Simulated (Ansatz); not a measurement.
## Ionic part of the dielectric constant of BN at 20 GPa, mode by mode

These are results of DFT LDA, scalar-relativistic, plane waves, PAW in Ansatz 0.2.0, not measurements. Settings: 420 eV plane-wave cutoff, Γ-centred 12×12×12 mesh, fixed occupations. No spin polarisation. Phonons by linear response, acoustic sum rule imposed.

Symmetry: F-43m, No. 216, cubic system. Conventional cell: a = 3.526 Å, b = 3.526 Å, c = 3.526 Å, α = 90.00°, β = 90.00°, γ = 90.00°. B (site symmetry -43m) has 4 N at 1.53 Å as nearest neighbours. N (site symmetry -43m) is surrounded by 4 B at 1.53 Å.

The primitive cell has V = 10.96 Å³ and ε∞,zz = 4.527. Each polar mode adds Δε = (4.92064×10⁷/V)·S/ν² along z, with S its oscillator strength in e²/amu, ν in cm⁻¹ and V in Å³.

Task: From these modes, find each Δε and ε0,zz.
```csv
ν (cm⁻¹),S_zz (e²/amu)
1129.7,0.5647
```

Result:
| ν (cm⁻¹) | Δε |
| --- | --- |
| 1129.7 | 1.99 |

The sum is 1.986, so ε0,zz = 6.51; the run's tensor has 6.51.

Task: Where do the longitudinal modes lie for a wave vector along z?

Result: At 1355 cm⁻¹. The Lyddane–Sachs–Teller product Π(ν_LO/ν_TO)² = 1.44 matches ε0/ε∞ = 1.44.

Cost: 1 run of about 0.3 core-minutes, on Intel Xeon Processor @ 2.70GHz (shared hosts).

The static dielectric response of BN at this pressure is mainly electronic, with the lattice adding 1.99 to an ε∞ of 4.527. The whole ionic part comes from the one triply degenerate optical mode of the zinc-blende structure, in which the B and N sublattices move against each other. Stiff, short covalent bonds and light atoms put this mode at 1129.7 cm⁻¹, and since the contribution falls as the inverse square of the frequency, the lattice term stays modest despite the polarity of the bond. That polarity still matters: the macroscopic field raises the longitudinal branch to 1355 cm⁻¹, a splitting that diamond lacks because its two sublattices are equivalent.

Cubic symmetry makes ε0 isotropic, so the zz value holds for every direction. With a single polar mode, the Lyddane–Sachs–Teller agreement follows from the harmonic model and confirms internal consistency, not the accuracy of the frequencies. The static value applies at fixed strain; because zinc-blende crystals are piezoelectric, the constant-stress permittivity would be somewhat larger.
